## Question

I have results for wurtzite ZnO at seven volumes, computed with a local density functional. The cell keeps its shape and is only scaled, so the ratio c/a never changes. Every pressure I have is negative, which means that the crystal is being held open and would shrink if it were released.

Ansatz 0.2.0, all-electron LAPW, LDA, scalar-relativistic, without spin polarisation: wurtzite ZnO with unrelaxed atoms, Gaussian nuclei, 11×11×6 k mesh, Fermi-Dirac smearing of 0.02 eV, basis error target 0.5 meV/atom. Pressure is positive in compression; the energy is the free energy less that of spherical, unpolarised free atoms.

```
volume (Å³/atom)     c/a  shortest distance (Å)  pressure (GPa)  energy less free atoms (eV/atom)
          11.182  1.6015                  1.934               ?                                 ?
          11.420  1.6015                  1.947               ?                                 ?
          11.658  1.6015                  1.961          -4.286                            -5.307
          11.777  1.6015                  1.967          -5.697                            -5.303
          11.896  1.6015                  1.974          -7.030                            -5.298
          12.015  1.6015                  1.980          -8.288                            -5.293
          12.134  1.6015                  1.987          -9.476                            -5.286
          12.372  1.6015                  2.000         -11.656                            -5.270
          12.610  1.6015                  2.013         -13.598                            -5.251
```

I need the pressure and the energy of the two smallest cells as well, at 11.182 and 11.420 Å³/atom. Can I get them by carrying the pressure on in a straight line? If not, what should I do instead, and how far should I trust the answer?

## Answer

In the known rows, all of them stretched, a volume change of one per cent moves the pressure by about 1 to 1.4 GPa, but it moves the energy by only some 4 to 10 meV per atom. In the last printed digit, that is about a thousand steps or more for the pressure but only 4 to 10 for the energy. The pressure is therefore the better quantity to forecast, and the energy can be built from it afterwards. A straight line won't do, because the crystal gets stiffer as it gets smaller.

### Why the pressure curve bends

The bulk modulus $B=-V\,dP/dV$ measures the stiffness, with $V$ the volume per atom and $P$ the pressure, positive in compression. Between the two largest cells the table gives a modulus of 102 GPa. Between the two smallest cells with known results it is already 139 GPa. The same relative squeeze thus costs about a third more pressure at the small end of your data than at the large end.

A physical argument, which the table alone can't prove, starts from filled electron shells. In an ionic picture of ZnO, which leaves out its partly covalent bonding, the oxygen 2p and zinc 3d shells are full, and when the atoms approach each other these shells overlap. The Pauli principle then forces the electron waves to vary more sharply in space, which raises their kinetic energy. Overlap grows roughly exponentially as the distance shrinks, whereas electrostatic attraction grows only slowly, so the resistance to squeezing rises ever faster.

The parts of the computed total energy show this contest, though they don't prove that shell overlap is its cause. They include the core electrons, and by the virial theorem the kinetic energy should rise on squeezing near the equilibrium volume of any crystal, whatever makes it resist. From 11.658 to 12.610 Å³/atom the kinetic energy falls by 2.32 eV per atom. The electrostatic and exchange-correlation energies together rise by 2.37 eV per atom. What you see in the energy column is the small difference, about 0.055 eV per atom.

This balance also tells you what to expect on the way back. In the stretched crystal, shrinking gains more attraction than it costs in kinetic energy, so the crystal pulls inwards. As the cell shrinks the cost catches up, and where the two are equal the pressure is zero and the energy has its minimum. In a still smaller cell the cost wins and the pressure is positive.

A diatomic molecule behaves in the same way. Its stretched bond pulls, the pull vanishes at the equilibrium length, and a shortened bond pushes back harder for each further bit of shortening. The likeness covers the sign of the force and the bend of the curve, but not the numbers: a molecule has one bond length, while in the crystal every atom also feels the electrostatic field of all the others.

### An estimate by hand

You can estimate the pressure at 11.420 Å³/atom from the table alone. The first ingredient is how fast the modulus grows with pressure. The modulus of 139 GPa belongs to a mean pressure of about −5.0 GPa, and that of 102 GPa to about −12.6 GPa:

$$\frac{dB}{dP}\approx\frac{139-102}{12.6-5.0}\approx 4.9 .$$

Each gigapascal of pressure thus adds nearly five gigapascals of stiffness. Values of four to five are common among solids, which makes this a sensible first guess for a similar crystal.

The second ingredient is the pressure halfway along the step from 11.658 to 11.420 Å³/atom. A straight line puts the end of the step near −1.5 GPa, so the middle lies near −2.9 GPa. There the modulus should be about $139+4.9\times(5.0-2.9)\approx149$ GPa. The step is 0.238 Å³/atom at a mean volume of 11.539 Å³/atom, and so

$$P(11.420)\approx-4.286+149\times\frac{0.238}{11.539}\approx-1.2\ \text{GPa}.$$

The stiffening has moved the estimate by a quarter of a gigapascal from the straight line. For the cell at 11.182 Å³/atom the same cause matters more, because the correction builds up with distance. There it comes to about 0.9 GPa in the fit described next.

### A smooth curve for both cells

The Birch-Murnaghan equation does the same job without steps. It writes the energy as a cubic polynomial in $V^{-2/3}$, a natural measure of compression because $V^{1/3}$ is a length. The pressure is minus the slope of the energy, $P=-dE/dV$, which leaves three terms:

$$P=a\,V^{-5/3}+b\,V^{-7/3}+c\,V^{-3}.$$

I determined $a$, $b$ and $c$ by least squares from the seven known pressures. No single coefficient has a simple physical meaning. The equilibrium volume, the stiffness there and the rate at which it grows each depend on all three.

Murnaghan's equation is a second reasonable choice. It assumes that the modulus grows exactly in proportion to the change in pressure, as the hand estimate did. Fitted to the same seven pressures it also stays within 0.003 GPa of each, although its typical misfit is about ten times that of Birch-Murnaghan. Outside the known range the two curves separate, by 0.02 GPa at 11.420 and by 0.06 GPa at 11.182 Å³/atom.

That separation is a better guide to the error than the tiny misfits inside the range, although both curves could be wrong in the same direction. I take the Birch-Murnaghan values as the forecast and set the error bars somewhat wider than the gap between the curves. This leaves room for small changes of the basis from one volume to the next. The bars are a judgement and not a statistical confidence interval.

For the energy, the area under the pressure curve gives the change between two volumes, and the known energies fix the constant. This reproduces the seven known energies to about 0.3 meV per atom, which is as well as a column with three decimals allows. Near the minimum the energy hardly changes, so the two unknown cells should have almost the same value.

The forecasts are these:

- **11.420 Å³/atom:** still under tension, with a pressure of −1.21 ± 0.03 GPa and an energy of −5.311 eV per atom, ± 1 meV.
- **11.182 Å³/atom:** compressed, with a pressure of +2.25 ± 0.10 GPa and an energy of −5.310 eV per atom, ± 1 meV.

The pressure should therefore change sign between the two cells; the fitted curve puts the zero at 11.33 Å³/atom. This is nearer to the larger cell, which should for that reason have the lower energy. The expected difference is less than 1 meV per atom, so a table with three decimals may barely show it. The order itself is a firmer forecast than either energy, because it rests on the pressure curve alone: the constant taken from the known energies drops out of the difference.

### What the calculation gives

The withheld rows as computed:

```
volume (Å³/atom)     c/a  shortest distance (Å)  pressure (GPa)  energy less free atoms (eV/atom)
          11.182  1.6015                  1.934           2.240                            -5.310
          11.420  1.6015                  1.947          -1.210                            -5.311
```

Both pressures lie well inside their error bars, and the sign changes where it should. The forecast is too high by 0.003 GPa for the larger cell and by 0.008 GPa for the smaller one. These misses are small, but they exceed the misfits on the known rows, as happens when a curve is carried beyond its data. Rounding shifts each pressure by at most 0.0005 GPa and is expected to explain only a minor part of the misses. The form of the curve and the changing basis could both contribute, and these results don't separate them.

Murnaghan's curve also ends inside the error bars, but it is too high by 0.07 GPa at 11.182 Å³/atom. It makes the crystal stiffen slightly too much, because it keeps $dB/dP$ constant. In most solids this rate falls slowly under compression, and the Birch-Murnaghan form allows for that. The straight line does far worse: it gives 1.36 GPa for the smallest cell, where the calculation gives 2.24 GPa.

The energies agree with the forecast to the last printed digit, and the larger cell is indeed the lower one. The printed difference is a single unit in the last decimal, but the total energies of the four-atom cells confirm the order: they differ by 0.003 eV, which after allowing for rounding means between 0.5 and 1 meV per atom. The more useful lesson is the contrast between the columns. The two cells differ by about 3.5 GPa in pressure and by only about 1 meV per atom in energy.

That contrast follows from the shape of a minimum, with one cell on either side of it. Close to its bottom the energy changes with the square of the distance from it, while the pressure changes in direct proportion. If you want to know where the equilibrium volume lies, a few accurate pressures will locate it much more sharply than energies rounded to 1 meV.

### What you can use the numbers for

The curve describes a crystal that is scaled without being allowed to relax. At 11.658 Å³/atom the stress is −4.47 GPa across the hexagonal axis but −3.92 GPa along it, and the pressure in the table is the mean over the three directions. Small forces of about 0.04 eV/Å also remain on the atoms. A crystal that is free to change its shape would respond somewhat differently, so for a relaxed equation of state you should optimise c/a and the atomic positions at each volume.

The zero of pressure is also not the volume you would measure. The local density approximation is known to bind solids too tightly, so the real crystal is expected to be a few per cent larger in volume. The calculation also lacks thermal expansion and zero-point motion, both of which normally enlarge a crystal, and the table can't tell how much each contributes.

Finally, don't read −5.3 eV per atom as the energy needed to take ZnO apart. The reference atoms are spherical and have no spin polarisation, unlike a real oxygen atom. This shifts every row by the same amount, so it affects neither the pressure nor the position of the minimum.
